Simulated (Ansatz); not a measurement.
Ligand exchange: BH(CH3)(NH2) + C2H6OSn → BH(CH3)(OH) + C2H7NSn

Species: BH(CH3)(NH2), singlet; C2H6OSn `C[CH2][Sn][OH]`, singlet; BH(CH3)(OH), singlet; C2H7NSn `C[CH2][Sn][NH2]`, singlet. The partners trade NH2 for OH: B–NH2 and Sn–OH bonds give way to B–OH and Sn–NH2.

Shapes, held fixed at every level: PBE0-D4/def2-TZVP. Flexible molecules stand in one conformer, not always the lowest. Programs: Ansatz 0.2.0. The zero-point and thermal change to 298 K, harmonic and unscaled (PBE0-D4/def2-TZVP), is -0.7 kJ/mol.

Q: Estimate ΔH(298 K) of this reaction.

A: The highest level, CCSD(T)/def2-TZVPP, gives ΔH(298 K) = +12.4 kJ/mol; the levels span +5.1 to +20.4. The column of differences is taken from that level and isn't an error. No measured value is set beside it here. For atoms past krypton def2 sets carry core potentials with scalar relativity. Outer-core shells of Sn are correlated in most correlated rows, in sets that cover them unevenly.

```
               level                    kind  ΔH(298 K) (kJ/mol)  less CCSD(T)/def2-TZVPP
         HF/def2-SVP            Hartree–Fock                +5.1                     -7.3
   PBE-D4/def2-TZVPP                     GGA               +20.4                     +8.0
r2SCAN-D4/def2-TZVPP                meta-GGA               +17.7                     +5.3
  PBE0-D4/def2-TZVPP           global hybrid               +17.2                     +4.8
  wB97X-V/def2-TZVPP  range-separated hybrid               +17.5                     +5.1
      MP2/def2-TZVPP     perturbation theory               +12.3                     -0.1
     CCSD/def2-TZVPP   coupled cluster or CI               +11.9                     -0.5
  CCSD(T)/def2-TZVPP   coupled cluster or CI               +12.4                      0.0
```

The exchange is endothermic at every level, so the pairing of B–NH2 with Sn–OH is favoured in enthalpy over B–OH with Sn–NH2. This doesn't mean that B–N bonds are stronger than B–O bonds: the reaction measures only how much more tin gains than boron when OH replaces NH2.

The likely reason is a competition between bond polarity and π donation. Oxygen forms the more polar bond to either centre, but nitrogen, being less electronegative, is the better lone-pair donor into boron's compact empty 2p orbital. That recovers part of what boron loses in giving up oxygen. Divalent tin also has an empty p orbital, but its diffuse 5p shell overlaps less well with the donor, so the polar Sn–O bond probably counts for more.

The close agreement of MP2, CCSD and CCSD(T) suggests that triples matter little here, while the density functionals all place the reaction further uphill. The result concerns isolated monomers; bridging through OH or NH2, common for tin(II), could shift the balance in condensed phases.
